## Results and discussion

The quantity examined is the error of a level of S²⁺: its computed energy above the ground level $3s^23p^2\ {}^3P_0$ less the measured (NIST) value, in cm⁻¹. A row names configuration, term ${}^{2S+1}L$ (o marks odd parity) and $J$. The levels come from multiconfigurational wavefunctions with or without a 3d shell, with second-order perturbation theory (PT2) on the 3d space and spin-orbit coupling added last. The largest errors are about $10^4$ without 3d, several $10^3$ with it and several $10^2$ after PT2, and the table rounds them to 10.

Energy levels of S²⁺ above the ground level ³P₀, from OpenMolcas 26.06 with state-averaged orbitals, the ANO-RCC basis (8s7p5d4f2g), DKH2 and mean-field spin-orbit coupling; measured values are from NIST. Brackets give the active shells, with at most two electrons in 3d after the +. PT2 correlates 2s and 2p too, with an IPEA shift of 0.25 Ha and an imaginary shift of 0.1 Ha.

| level | measured (cm⁻¹) | CASSCF (3s 3p 4s 4p) less measured (cm⁻¹) | MS-RASPT2 (3s 3p + 3d) less measured (cm⁻¹) | RASSCF (3s 3p + 3d) less measured (cm⁻¹) | XMS-RASPT2 (3s 3p + 3d) less measured (cm⁻¹) |
| --- | --- | --- | --- | --- | --- |
| 3s2.3p2 3P 0 | 0 | 0 | 0 | 0 | 0 |
| 3s2.3p2 3P 1 | 299 | -40 | -30 | -40 | -30 |
| 3s2.3p2 3P 2 | 833 | -90 | -90 | -90 | -90 |
| 3s2.3p2 1D 2 | 11323 | 2700 | -50 | 2170 | -120 |
| 3s2.3p2 1S 0 | 27161 | -2100 | -80 | 3250 | 440 |
| 3s1.3p3 5So 2 | 58672 | -11580 | -590 | -5190 | -260 |
| 3s1.3p3 3Do 1 | 84019 | 9450 | -100 | -1070 | 210 |
| 3s1.3p3 3Do 2 | 84047 | 9450 | -120 | -1080 | 200 |
| 3s1.3p3 3Do 3 | 84099 | 9450 | -130 | -1090 | 180 |
| 3s1.3p3 3Po 2 | 98745 | 7810 | -60 | 270 | 280 |
| 3s1.3p3 3Po 1 | 98766 | 7740 | -50 | 280 | 290 |
| 3s1.3p3 3Po 0 | 98772 | 7700 | -50 | 280 | 300 |

### The pattern and its breaks

The smooth expectation is that each step shrinks every error. On average it holds: the mean absolute error of the five excited terms is about 6700 in CASSCF, 2400 in RASSCF, 180 in MS-RASPT2 and 260 in XMS-RASPT2. Each error is a difference, the correlation energy left out of the excited term minus that left out of the ground term, so a step shrinks it only when the term that lacks more also gains more, by less than twice the error. A row breaks the pattern when the two gains are equal, when their difference has the wrong sign or when it overshoots. Nearly equal gains shrink an error only a little: ${}^1D$ gains little more than the ground term from 3d and stays at +2170. Nothing was fitted; the output printed after this text lists the differences and ratios for all rows.

### What 3d mends and what it upsets

The terms ${}^3D^o$ and ${}^3P^o$ of $3s3p^3$ share their symmetry with terms of $3s^23p\,3d$, which push them down. The occupations of the same runs show the mixing: about 0.2 electron in 3d in RASSCF, and a 3s occupation that rises above one. The 3d shell was added for correlation only and the triplet levels of $3s^23p\,3d$ itself were not computed, so the distance to these partners is unchecked. On adding 3d, ${}^3D^o$ gains 21300 in total energy against 10800 for the ground term, and its error falls from +9450 to about −1080.

The ${}^1S$ term is the one excited term that gets worse, from −2100 to +3250. Theory accounts for the first sign. The $3s^2$ pair can scatter into an empty p orbital with an exchange integral $K$; in a component such as $p_xp_y$ of ${}^3P$ or ${}^1D$ only $p_z$ is empty, whereas ${}^1S\propto p_x^2+p_y^2+p_z^2$ reaches each $3p^4$ component by two paths, giving $2K$. The admixed weight should then be four times larger, and the CASSCF 3s depletion is 3.3 times larger. CASSCF thus gives ${}^1S$ a special lowering and places it too low.

With 3d the balance tips over: ${}^1S$ gains only 5400, half of what the ground term gains. The 3s occupation drops by 0.04 in ${}^3P$ and ${}^1D$ but by 0.008 in ${}^1S$, which suggests that 3s→3d excitation favours the lower terms. The three terms hold similar amounts of 3d, but from different sources: the 3p occupation falls by about 0.01 in ${}^3P$ and by about 0.05 in ${}^1S$. If the $3p^4$ weight stays near its CASSCF value, the 3d of ${}^3P$ comes mostly from $3s3p^23d$ and that of ${}^1S$ mostly from the pair excitation $3p^2\to3d^2$. The step also removes 4s and 4p and makes the ground term share orbitals with a high ${}^3P$, and the effect of these changes is untested.

A single $p^2$ configuration puts ${}^3P$, ${}^1D$, ${}^1S$ at $-5F_2$, $+F_2$, $+10F_2$, with $F_2$ the Slater integral, so that $({}^1S-{}^1D)/({}^1D-{}^3P)=3/2$. The ratio is 0.82 in CASSCF, 1.30 in RASSCF and 1.47 both in MS-RASPT2 and in measurement. The path suggests that closeness to 3/2 arises from large corrections that offset each other.

### The quintet

The term ${}^5S^o$ is too low in all four columns, by 11580 in CASSCF and 5190 in RASSCF. Four parallel spins already avoid each other through antisymmetry, so this term has the least correlation energy and loses least when correlation is omitted. Nor has it a partner in $3s^23p\,3d$, whose two open electrons make at most a triplet. Among the tabulated terms the MS-RASPT2 gains in total energy follow the spin: both singlets exceed all three triplets, and the quintet's 35700 falls short of the ground term's 40300. These gains include 2s2p correlation. The quintet is a single case of this spin effect; the two triplets of $3s3p^3$ show the opposite one, that terms deprived of a mixing partner lie too high.

PT2 removes 89% (MS) or 95% (XMS) of the quintet's RASSCF error, and it stays the worst MS row. The small RASSCF error of ${}^3P^o$, which XMS leaves unchanged to within about the rounding, reflects nearly equal PT2 gains for that term and the ground term. The two variants differ by 70 to 520 in the excited terms, most for ${}^1S$, the worst XMS row at +440, so the smaller MS errors do not establish an accuracy of that size. Nor does PT2 keep the components of a term degenerate: in MS they spread by up to 28 in the tabulated terms, and each term energy is the mean over them.

### Fine structure

The ground ${}^3P_1$ and ${}^3P_2$ rows hardly respond to either step. In the unrounded CASSCF, RASSCF and MS-RASPT2 levels they lie 10 to 13% below measurement. The ground level therefore sits too close to the centre of its term, which adds about −60 to every excited error. The cause is untested; core polarisation absent from the wavefunctions used for the coupling, or the mean-field operator, are guesses.

The step to the 3d space does change the order within ${}^3P^o$: $J=2$ lies 77 above $J=0$ in CASSCF, 40 below in RASSCF and 27 below in measurement. A half-filled $p^3$ shell has no first-order splitting, so an admixture can set the sign. For a $3p\,3d$ triplet, neglecting the small 3d coupling, the Landé constant $A$ (the interval from $J-1$ to $J$ is $AJ$) is

$$A=\frac{w\zeta}{2}\,\frac{L(L+1)+2-6}{2L(L+1)},$$

where $w$ is the weight of $3s^23p\,3d$ and $\zeta$ the 3p spin-orbit constant. This gives $-w\zeta/4$ for ${}^3P^o$, inverted because the p orbital momentum opposes $L$, and $+w\zeta/12$ for ${}^3D^o$.

For the ground term $A=\zeta/2$. Its first RASSCF interval, less the downward push of ${}^1S_0$ on ${}^3P_0$, gives

$$\zeta=2\,(261-16)=490 .$$

Taking $w$ between the 3s excess and the 3d occupation,

$$A({}^3P^o)=-\tfrac{490}{4}\,(0.149\ \text{to}\ 0.218)=-18\ \text{to}\ -27 ,$$

against −15 read from the unmixed RASSCF level ${}^3P^o_0$, which did not enter the estimate.

Sign and rough size agree, as they do for ${}^3D^o$ (+6 to +8 against +9), though both computed values fall outside the brackets. The picture does not cover CASSCF, where $A$ is clearly positive in both terms although they are almost pure $3s3p^3$. Within $sp^3$ the one-electron operator couples different terms, such as ${}^5S^o_2$ with ${}^3P^o_2$, but it has no diagonal, first-order part in any term. The values of $A$ are read from ${}^3P^o_0$ and ${}^3D^o_3$, which that coupling leaves unmixed. The other odd configurations without 4p have one p electron and no D term, so for ${}^3D^o$ the source must be 4p. A small $3s3p^24p$ admixture gives spin-up and spin-down p electrons different radial shapes and enters $A$ linearly in its amplitude; the same channel is open to ${}^3P^o$. RASSCF has no 4p, so the fall of $A$ of ${}^3D^o$ from +13.8 to +9.1 exchanges one mechanism for another and does not test the estimate. The ${}^3D^o$ width from $J=1$ to 3 also moves away from the measured 80 in this step. Both measured intervals lie on the positive side of RASSCF, the direction of the missing 4p part, so the corrected order does not amount to correct fine structure.

Output of the analysis:

```
All energies in 1/cm; errors in the table are rounded to 10
Term error, (2J+1) mean, CAS RAS MS XMS: from ground level | from 3P centre
3P       -63     -63     -60     -60 |       0       0       0       0
1D      2700    2170     -50    -120 |    2763    2233      10     -60
1S     -2100    3250     -80     440 |   -2037    3313     -20     500
5So   -11580   -5190    -590    -260 |  -11517   -5127    -530    -200
3Do     9450   -1083    -121     193 |    9513   -1019     -61     253
3Po     7774     274     -56     286 |    7838     338       4     346
mean |error|, 5 excited terms: CAS 6721 RAS 2393 MS 179 XMS 260
worst level: CAS 5So2 -11580; RAS 5So2 -5190; MS 5So2 -590; XMS 1S0 +440;
CAS->RAS: |error| falls by 10 or less in 3 of 11: 3P1(+0) 3P2(+0) 1S0(+1150)
RAS->MS: |error| falls by 10 or less in 2 of 11: 3P1(-10) 3P2(+0)
RAS->XMS: |error| falls by 10 or less in 5 of 11: 3P1(-10) 3P2(+0) 3Po2(+10) 3Po1(+10) 3Po0(+20)
XMS less MS: 1D -70 1S +520 5So +330 3Do +313 3Po +341
5So: share of RAS error removed: MS 89% XMS 95%
gap 1D-3P: meas 10761 CAS 13524 RAS 12994 MS 10771 XMS 10701
gap 3Po-3Do: meas 14689 CAS 13014 RAS 16046 MS 14754 XMS 14782
(1S-1D)/(1D-3P), one config 1.5: meas 1.47 CAS 0.82 RAS 1.30 MS 1.47 XMS 1.53
(3Po-3Do)/(1D-3P), one config 1: meas 1.37 CAS 0.96 RAS 1.23 MS 1.37 XMS 1.38
term: total energy gain CAS->RAS, RAS->MS | 3s occ CAS, RAS, change | 3d occ RAS
3P     10792   40337 | 1.970 1.930 -0.040 | 0.050
1D     11314   42569 | 1.970 1.932 -0.038 | 0.055
1S      5431   43681 | 1.902 1.894 -0.008 | 0.057
5So     4401   35737 | 1.000 1.000 +0.000 | 0.031
3Do    21327   39378 | 1.000 1.135 +0.135 | 0.194
3Po    18283   40672 | 1.001 1.149 +0.148 | 0.218
CAS 3s depletion 1S/3P = 3.3 (pair-scattering count 4); gain 3P/1S = 1.99
ground 3P measured: J=1 299, J=2 833, interval ratio 1.79 (Lande 2), centre 562
CAS: J=1 263 (-12.1%), J=2 740 (-11.1%), ratio 1.82; push 1S0 20, 1D2 9, ratio without 2.00
RAS: J=1 261 (-12.6%), J=2 742 (-10.9%), ratio 1.84; push 1S0 16, 1D2 9, ratio without 2.00
MS: J=1 265 (-11.5%), J=2 746 (-10.5%), ratio 1.82; push 1S0 18, 1D2 11, ratio without 2.00
3Po2 less 3Po0: meas -27 CAS +77 RAS -40 MS -41
3Do3 less 3Do1: meas +80 CAS +81 RAS +54 MS +55
3p spin-orbit constant from RAS ground term: 490
Lande A of 3Po from its unmixed level: CAS +20.6 RAS -14.6 MS -14.7
  estimate for RAS, weight 0.149 to 0.218: -18.3 to -26.7
Lande A of 3Do from its unmixed level: CAS +13.8 RAS +9.1 MS +9.1
  estimate for RAS, weight 0.135 to 0.194: +5.5 to +7.9
```
